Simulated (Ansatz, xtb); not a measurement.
**Relative energy of two isomers of CHCl2FSi**

We compare I, `F/[Si](Cl)=C/Cl`, a singlet, with II, `F/[Si](Cl)=C\Cl`, a singlet. Both are isolated molecules in the gas phase, relaxed with r2SCAN-D4/def2-SVP.

Energies in hartree; the thermal terms are from r2SCAN-D4/def2-SVP harmonic frequencies (ideal gas, rigid rotor, one conformer each, 298.15 K, 1 atm) and include the zero-point energy:

```
                               I            II
E, CCSD(T)/def2-SVP  −1346.079819  −1346.079935
    E, MP2/def2-SVP  −1346.023984  −1346.024106
  E, MP2/def2-TZVPP  −1346.852157  −1346.852208
  zero-point energy      0.020980      0.020962
       H(298 K) − E      0.028283      0.028306
       G(298 K) − E     −0.011166     −0.011230
```

Task: Correct the CCSD(T) difference for the basis set by the MP2 change, then work out ΔE, ΔE₀, ΔH and ΔG for I → II in kJ/mol (1 Eh = 2625.50 kJ/mol) and the equilibrium ratio [II]/[I].

Result: 1. Differences II − I: CCSD(T) −0.000116, MP2 in the small set −0.000122, MP2 in the large set −0.000051 Eh.
2. ΔE = −0.000116 + (−0.000051 − (−0.000122)) = −0.000045 Eh = −0.12 kJ/mol.
3. ΔE₀ = ΔE + ΔZPE = −0.000045 + (−0.000018) Eh = −0.17 kJ/mol.
4. ΔH = ΔE + (+0.000023) Eh = −0.06 kJ/mol.
5. ΔG = ΔE + (−0.000064) Eh = −0.29 kJ/mol, so ΔS = (ΔH − ΔG)/T = +0.8 J/(mol K).
6. kT = 0.9442 mEh, so K = [II]/[I] = exp(−ΔG/kT) = exp(+0.12) ≈ 1.1.

The two are too close for this level to say which is favoured. An error of 4 kJ/mol in ΔG would change K by a factor of 5. Mirror images and further conformers aren't counted.

As drawn, both hold the same kinds of bond in the same numbers.

Other levels gave ΔE = +3.8 (GFN2-xTB); −6.7 (HF/STO-3G, GFN2-xTB geometries); −1.5 (r2SCAN-D4/def2-SVP//GFN2-xTB); −0.6 (r2SCAN-D4/def2-SVP); −0.6 (HF/def2-SVP); −0.3 (MP2/def2-SVP); −0.3 (CCSD(T)/def2-SVP) kJ/mol. The correlated steps freeze 17 core orbitals. Programs: Ansatz 0.2.0, xtb 6.7.1.

The two structures are the E/Z pair of a silene and differ only in which silicon-bound halogen lies on the same side as the carbon-bound chlorine: chlorine in I, fluorine in II. Their near-degeneracy probably reflects the long Si=C bond, which keeps the cis substituents further apart than in a haloethene, so that exchanging fluorine for the larger chlorine costs little. Small differences in steric repulsion, dipole interactions and halogen lone-pair delocalisation may also partly cancel.

Hartree–Fock, MP2 and CCSD(T) in the def2-SVP basis give similarly small differences, so electron correlation largely cancels between the isomers. The much larger HF/STO-3G preference for II probably stems from the minimal basis, which describes polar Si–halogen bonds and lone pairs poorly. The vibrational and thermal contributions also nearly cancel, as expected for isomers with the same bonding framework.

The computed ratio describes a equilibrated mixture; whether it could be reached depends on the barrier to breaking the Si=C π bond by rotation and on competing dimerisation, to which unhindered silenes are prone.
